**Question: Landau–Zener sticking for O₂ on Al(111): why does the golden rule give twice my result?**

I model sticking in one dimension with Lennard-Jones diabats. Diabat 1 (triplet, physisorbed) rises towards the surface with slope magnitude $F_1$, and diabat 2 (chemisorbed) falls with slope magnitude $F_2$. They cross at $E^*$ above the gas zero, with coupling $V$ and $\Delta F=F_1+F_2$. Moving inward on diabat 2 counts as stuck, and diabat 2 is closed outward. My illustrative inputs are $E^*=0.10$ eV, $V=5$ meV, $F_1=0.5$ eV/Å, $F_2=1.5$ eV/Å, $m=32$ u, $T=300$ K.

**Answer**

**The wrong attempt (do not use its result).** The probability of changing diabat in one passage at speed $v$ is
$$P=1-e^{-u/v},\qquad u=\frac{2\pi V^2}{\hbar\,\Delta F}=11.9\ \text{m/s}.$$
The flux distribution of normal energy is $e^{-E/kT}dE/kT$, and $v=\sqrt{2(E-E^*)/m}$. Set

$$s(E)=P(E)\qquad(\ast)$$

and take $P\approx u/v$:
$$S_1=e^{-E^*/kT}\,u\sqrt{\frac{\pi m}{2kT}}=0.0209\times0.0536=1.1\times10^{-3}\quad\text{(wrong)}.$$

**Symptom.** To order $V^2$ no trajectories are needed. With gas density $n$, the golden-rule rate per area is
$$\frac{2\pi V^2}{\hbar}\int n\,e^{-V_1(z)/kT}\,\delta(V_1-V_2)\,dz=n\,u\,e^{-E^*/kT}.$$
Dividing by the incident flux $n\sqrt{kT/2\pi m}$ gives
$$S_{\rm GR}=e^{-E^*/kT}u\sqrt{\frac{2\pi m}{kT}}=2S_1=2.2\times10^{-3}.$$
The equilibrium density at the crossing contains both signs of velocity.

**Faulty line.** It is $(\ast)$. $S_1$ is the correct average for one passage, but the fraction $1-P$ that stays on diabat 1 reflects from the wall and crosses again.

**Mended calculation.** Going outward, a molecule escapes ($1-P$) or switches to diabat 2 ($P$) and turns back. Going inward again, it stays on 2 and sticks ($1-P$) or returns to the wall ($P$). Adding probabilities, with interference averaged out,
$$s=P+(1-P)\sum_{j=0}^\infty P^{2j}\,P(1-P)=\frac{2P}{1+P}.$$
For small $P$ this is $2P$, which restores $S_{\rm GR}$. For $P\to1$ both $s$ and $P$ tend to 1 and the slip is harmless. There the barrier is the top of the lower adiabat, $E^*-2V\sqrt{F_1F_2}/\Delta F$, so $S\to e^{-(E^*-V)/kT}$ for equal slopes.

With $v_T=\sqrt{2kT/m}=395$ m/s, $g=u/v_T=0.0302$, $t=v/v_T$ and $P=1-e^{-g/t}$,
$$S=e^{-E^*/kT}\int_0^\infty 2t\,e^{-t^2}\frac{2P}{1+P}\,dt=0.0209\times0.091=1.9\times10^{-3}.$$

**Size of the error.** The same integral with $P$ alone is $0.050$, so one passage is too low by a factor $1.8$, and by $2$ as $V\to0$. Landau–Zener fails within $\epsilon_0=[\hbar^2F_1^2F_2^2/(2m\,\Delta F^2)]^{1/3}=21$ meV of threshold, which is comparable to $kT$. At order $V^2$ the overlap of the Airy wavefunctions of the linear diabats multiplies $S_{\rm GR}$ by only $\exp[(\epsilon_0/kT)^3/12]=1.045$, so the doubling stands. The drop from 2.2 to 1.9 comes from slow molecules and is less secure. The model's value is $S\approx2\times10^{-3}$.

**The continuum.** If the crossing is a charge transfer, Al supplies an electron from any occupied state, so diabat 1 crosses a dense ladder of ionic diabats throughout the time $\tau=2mv/F_1$ spent inside the first crossing. For a sharp Fermi edge and a constant width $\Gamma$, the transfer probability is $1-e^{-\Gamma\tau/\hbar}$, which grows with $v$. At $v_T$, $\tau=52$ fs, so a width well above $\hbar/\tau=13$ meV makes transfer nearly certain, and the two-state prefactor $0.091$ is then too small by up to a factor $11$.

As typical knowledge, thermal sticking of O₂ on Al(111) is around $10^{-2}$ and approaches unity by roughly 0.6 eV of normal energy. The two-state model is about five times low thermally, and at $E-E^*=0.5$ eV it gives $s=0.014$, nearly two orders of magnitude low and falling with energy.